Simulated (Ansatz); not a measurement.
# A van 't Hoff estimate for C2H8Si ⇌ C2H4 + SiH4

Species: C2H8Si `CC[SiH3]`, singlet; C2H4 `C=C`, singlet; SiH4 (silane) `[SiH4]`, singlet. 

The electronic reaction energy at CCSD(T)/CBS estimate is +135.2 kJ/mol. Shapes: PBE0-D4/def2-TZVP. Programs: Ansatz 0.2.0. Enthalpy and entropy come from rigid-rotor, harmonic-oscillator sums on unscaled PBE0-D4/def2-TZVP wavenumbers, ideal gases at 1 bar. Symmetry numbers: C2H8Si 1, C2H4 4, SiH4 12. R = 8.3145 J/(mol K).

| T (K) | ΔH (kJ/mol) | ΔS (J/(mol K)) |
| --- | --- | --- |
| 700 | +116.9 | +120.9 |
| 1000 | ? | ? |
| 1300 | +109.5 | +113.5 |

**Question.** Work out ln K at 700 and 1300 K, and from these estimate it at 1000 K.

**Answer.** 
1. 700 K: ΔG = +116.9 − 700 × (+120.9)/1000 = +32.3 kJ/mol; ln K = −ΔG/RT = -5.55.
2. 1300 K: ΔG = +109.5 − 1300 × (+113.5)/1000 = -38.1 kJ/mol; ln K = −ΔG/RT = +3.52.
3. Slope against 1000/T: (+3.52 − (-5.55))/(0.7692 − 1.4286) = -13.76, that is −ΔH/R with ΔH near +114 kJ/mol.
4. 1000 K: ln K = -5.55 + (-13.76) × (1.0000 − 1.4286) = +0.35.

The full sums give ΔH = +113.5 kJ/mol, ΔS = +116.9 J/(mol K), ΔG = -3.4 kJ/mol and ln K = +0.41 at 1000 K, so the line is off by -0.06 in ln K; without rounding the miss is -0.07, from the change of ΔH with temperature. The products are favoured at 1 bar above about 970 K, give or take 85 K for 10 kJ/mol in the energy. The number of molecules rises, which sets the sign of ΔS, and lower pressure favours the products. An error of 10 kJ/mol in the energy moves ln K by 1.2 at 1000 K. Soft modes are treated as harmonic, which can err either way at these temperatures; the lowest are those of C2H8Si (142 cm⁻¹). The CBS estimate extrapolates MP2 from def2-TZVPP and def2-QZVPP and adds CCSD(T) − MP2 in the triple-zeta set, cores frozen.

Splitting ethylsilane into ethylene and silane is uphill in enthalpy but driven by entropy, so the balance tips towards the products only at high temperature. A Si–C and a C–H σ bond are exchanged for a Si–H σ bond and a C=C π bond, and the comparatively weak π bond largely accounts for the cost. The entropy gain comes mainly from the translation and rotation of a second free molecule. These motions replace vibrations of the parent, which hold more heat once thermally excited. This explains why ΔH falls from +116.9 to +109.5 kJ/mol on heating, and why the straight line lies slightly below the full result at 1000 K. Read in reverse, the reaction is the hydrosilylation of ethylene, favourable at the lower temperature although it normally needs a catalyst or radical initiation. The equilibrium constant covers this one reaction only; in a real pyrolysis, loss of H2 and silylene chemistry would probably compete, so it does not predict the product mixture.
